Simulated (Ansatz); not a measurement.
# Ge: the change of energy above lowest point with volume scale

All results are calculated (Ansatz 0.2.0). Free energy against uniform scaling of the volume at fixed shape and fractions; periodic cell, basis, potentials, k mesh and filling as listed.

The cell before it is scaled or strained (space group P6_3/mmc, No. 194):
```
cell vectors (Å)
   3.9976     0.0000     0.0000
  -1.9988     3.4620     0.0000
   0.0000     0.0000     6.5994
atoms (fractions of the cell vectors)
Ge  0.66667  0.33333  0.06290
Ge  0.33333  0.66667  0.56290
Ge  0.66667  0.33333  0.43710
Ge  0.33333  0.66667  0.93710
```

Settings of every row: functional LDA; dispersion none; potentials PAW; wave cutoff 450 eV; density cutoff 1800 eV; k mesh 7x7x4; k shift 0x0x0; occupations gaussian; smearing width 0.1 eV; spin none.

Limits: the cell comes from a prototype or a list of computed structures and needn't be the stable phase.

```
row  volume scale  V (Å³/atom)  energy above lowest point (meV/atom)
  1           0.9        20.55                                  30.7
  2         0.925       21.121                                  12.1
  3          0.95       21.692                                     ?
  4         0.975       22.263                                     0
  5             1       22.833                                   3.9
  6         1.025       23.404                                  13.3
  7          1.05       23.975                                  27.6
  8         1.075       24.546                                    46
  9           1.1       25.117                                    68
```

Question: what energy above lowest point should row 3 give?

Worked fit of energy above lowest point. Take u = (V_r/V)^(2/3) − 1 with V_r = 23.118 Å³ an atom, which is twice the finite (Eulerian) strain; such expansions in the strain, on which the Birch-Murnaghan equation of state is built, carry the rest volume and the bulk modulus. The shown rows have u = 0.08166, 0.06208, 0.02544, 0.0083, -0.00816, -0.02397, -0.03917, -0.05379. Least squares give energy above lowest point = 7.96 − 577.8 × u + 10191 × u² + 3526 × u³ meV/atom; a parabola predicts inner rows, each left out in turn, worse (root mean square 0.27 against 0.12 meV/atom). The rows lie off it by 0.0, -0.1, 0.1, 0.0, -0.1, 0.0, 0.0, 0.0. Its lowest point lies at u = 0.0279, or V = 22.18 Å³ an atom, and the curvature there gives the bulk modulus at fixed shape and fractions, B = (4/9)(1 + u)² E″(u)/V = 71.1 GPa. Letting shape and atoms relax would as a rule lower it, by much in layered, chain or molecular crystals. The withheld row has u = 0.04336, so the fit gives 7.96 − 577.8 × (0.04336) + 10191 × (0.04336)² + 3526 × (0.04336)³ = 2.4 meV/atom.

The calculation gave 2.3 meV/atom. The fit lies 0.1 meV/atom (4.3 % of the value, 0.15 % of the column's range) above it, one unit of the last digit.
